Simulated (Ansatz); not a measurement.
## Ta2O5: opening a crack plane

Ta2O5, C2, a = 6.028 Å, b = 5.129 Å, c = 5.768 Å, β = 118.2°. The structure is a Materials Project entry; whether it is the stable form wasn't checked. Ansatz: r2SCAN, PAW, 500 eV, Γ-centred 6×6×3 mesh on 14 atoms, Gaussian smearing 0.05 eV; no spin polarisation. One cut on (001) per cell of 14 atoms is opened rigidly by x, between planes of O and O+Ta that stand 1.29 Å apart; y is the energy per area (15.460 Å², 1 eV/Å² = 16.02 J/m²).

```tsv
x (Å)	y (J/m²)
0.00	0.000
0.50	2.791
1.00	6.347
2.00	?
3.00	10.338
6.00	10.715
```

Q: Fit the universal binding curve y = W[1 − (1 + x/l) e^(−x/l)] to the other rows, give the peak stress, and predict the missing value.

A: Least squares gives W = 10.6 J/m² and l = 0.500 Å. The stress dy/dx peaks at x = l with W/(e l) = 78.0 GPa, for rigid faces. The last row already stands above W and still climbs, so W understates the work of separation; the faces are unlike and the gap shrinks from 2.9 to 0.0 eV, as in the field across a polar cut, whose slow tail the form lacks. At x = 2.00: x/l = 4.000, y = 9.629 J/m². The run gave 9.567 J/m², so the fit is 0.062 J/m² too high, within the rms miss on the fitted rows (0.074 J/m²).

Spin–orbit coupling is left out, which can shift energies with elements as heavy as these.

Cost: 6 runs of about 18 core-minutes in all, on Arm Neoverse V2 (shared hosts).

Separating the planes costs 10.715 J/m² at the widest opening, and more than half of that is spent within the first 1.00 Å. This is the signature of short-ranged Ta–O bonding, in which overlap between O 2p and Ta 5d states fades quickly as the bonds stretch, while the electrostatic attraction between the ions reaches further. The large total fits a cut through strong, partly covalent bonds whose broken ends cannot heal by moving atoms.

The closing gap suggests that filled O 2p states on the oxygen-terminated face rise towards empty Ta 5d states on the other, until charge can pass between them. The metallic end point would then belong to the uncompensated faces and not to the bulk oxide. Real surfaces would probably remove the polarity through reconstruction, altered stoichiometry or adsorbates, at lower energy.

The cell is also denser than the familiar ambient forms of Ta2O5, which suggests a high-pressure polymorph. The energy is a sum over two different faces, so it gives no surface energy for either one.
